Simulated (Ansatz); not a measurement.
## Sn (I4_1/amd), a film clamped to a substrate

Level of theory: DFT r2SCAN, scalar-relativistic, plane waves, PAW (Ansatz 0.2.0). The runs took a 500 eV cutoff, a Γ-centred 16×16×16 mesh and Gaussian smearing (0.15 eV). No spin polarisation. Energies are free energies at this smearing, counted from the undisturbed cell; pressure is positive in compression.

Reference structure (as given, not relaxed at this level; it stands at -0.1 GPa):

```xyz
2
Lattice="-2.9401 2.9401 1.5993 2.9401 -2.9401 1.5993 2.9401 2.9401 -1.5993" Properties=species:S:1:pos:R:3 pbc="T T T"
Sn    0.0000    2.9401    0.7997
Sn    0.0000    0.0000    0.0000
```

The cell (2 atoms, V0 = 55.30 Å³) is strained by p along both x and y and by q along z, fractional coordinates fixed. τp = (1/V0) ∂E/∂p = (σxx + σyy)(1 + p)(1 + q) and τq = (1/V0) ∂E/∂q = σzz(1 + p)², with tension positive.

| p | q | ΔE (meV/atom) | τp (GPa) | τq (GPa) |
| --- | --- | --- | --- | --- |
| 0.000 | 0.000 | 0.00 | -0.03 | 0.40 |
| -0.025 | 0.000 | 15.77 | -7.46 | -1.43 |
| 0.025 | 0.000 | 13.40 | 5.95 | 1.71 |
| 0.000 | -0.025 | 4.01 | -1.48 | -2.39 |
| 0.000 | 0.025 | 6.19 | 1.53 | 2.31 |

Q: Get the second derivatives of the energy density.

A: Central differences give A = ∂τp/∂p = 268 GPa (C11 + C22 + 2 C12), C = ∂τq/∂q = 94 GPa (C33) and the cross term B = ∂τq/∂p = 63 GPa (C13 + C23); ∂τp/∂q = 60 GPa must equal B, and any difference shows higher-order terms. The ions are clamped.

Q: A film of this crystal grows with z along the normal on a substrate that imposes p. How does its thickness respond, and what does the misfit cost?

A: Count p and q from the stress-free cell. A free surface needs τq = 0, so q = −(B/C) p = -0.67 p. The energy density left is (A − B²/C) p²/2 = M p², with the biaxial modulus M = 113 GPa; a misfit of 1 % costs 1.95 meV/atom, against 2.31 meV/atom if the thickness were held.

In a metal these slopes depend on the k mesh and the smearing.

The film resists biaxial strain mainly through its in-plane response: letting the thickness relax lowers the cost of a 1 % misfit only from 2.31 to 1.95 meV/atom. A being much larger than C doesn't make the a axis stiffer than c, since A collects two axes and their mutual coupling. Along z, compression costs less energy than extension only because the reference cell is already under tension there. The stress itself changes faster on compression, as expected when short-range repulsion steepens.

Clamping the ions costs nothing here. In β-Sn the atoms occupy sites without free coordinates, and equal strain along x and y combined with any strain along z preserves the symmetry that fixes them. The thickness response and biaxial modulus therefore already include full internal relaxation. This wouldn't carry over to a substrate that strains x and y unequally: the two sublattices could then shift against each other along z and soften the response, so the clamped result would be only an upper bound on the stiffness.
